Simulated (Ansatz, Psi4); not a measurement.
# C2H8N2 (1,1-dimethylhydrazine): methods side by side

The species is C2H8N2 (12 atoms), meant as a singlet with charge 0. As SMILES, `CN(C)N`. Geometry: relaxed at PBE0-D4/def2-TZVP. This is one conformer, not always the lowest.

Quantity: the vertical ionisation energy (to the doublet cation), in eV. The values are calculated.

```json
{"level": "HF/6-31G* (spherical functions)", "kind": "Hartree–Fock", "program": "Ansatz", "value (eV)": "7.53", "CPU time (all runs)": "5.3 s"}
{"level": "B3LYP/6-31G* (spherical functions)", "kind": "global hybrid", "program": "Ansatz", "value (eV)": "8.51", "CPU time (all runs)": "21 s"}
{"level": "B3LYP/6-31G* (Cartesian functions)", "kind": "global hybrid", "program": "Ansatz", "value (eV)": "8.51", "CPU time (all runs)": "21 s"}
{"level": "CAM-B3LYP/6-31G* (spherical functions)", "kind": "range-separated hybrid", "program": "Psi4", "value (eV)": "8.57", "CPU time (all runs)": "1.7 min"}
{"level": "B2PLYP/6-31G* (density fitting for correlation, spherical functions)", "kind": "double hybrid", "program": "Psi4", "value (eV)": "8.46", "CPU time (all runs)": "87 s"}
{"level": "MP2/6-31G* (spherical functions)", "kind": "perturbation theory", "program": "Ansatz", "value (eV)": "8.51", "CPU time (all runs)": "5.9 s"}
{"level": "CCSD/6-31G* (spherical functions)", "kind": "coupled cluster or CI", "program": "Ansatz", "value (eV)": "8.29", "CPU time (all runs)": "50 s"}
```

The values span 7.53 to 8.57 eV. CPU times are rough (shared hosts, several kinds of processor and program).

Electron correlation raises the vertical ionisation energy markedly: Hartree–Fock gives 7.53 eV, while every other level lies between 8.29 and 8.57 eV. The electron leaves an orbital of mainly nitrogen lone-pair character, probably weighted towards the methylated nitrogen. Ionisation breaks up a correlated pair, so a mean-field treatment misses more correlation energy in the neutral molecule than in the cation and places the two states too close together.

MP2 lies above CCSD, which suggests that second-order theory overestimates this differential correlation. Its agreement with B3LYP at 8.51 eV is therefore no sign of convergence. Nor is CCSD a final reference, since connected triples are absent and the small basis, lacking diffuse functions, probably recovers too little of the neutral's extra correlation. The choice between spherical and Cartesian functions is immaterial for B3LYP at the printed precision.

None of these values should be compared with the ionisation onset, because hydrazine cations flatten strongly at nitrogen and the adiabatic energy lies well below the vertical one.
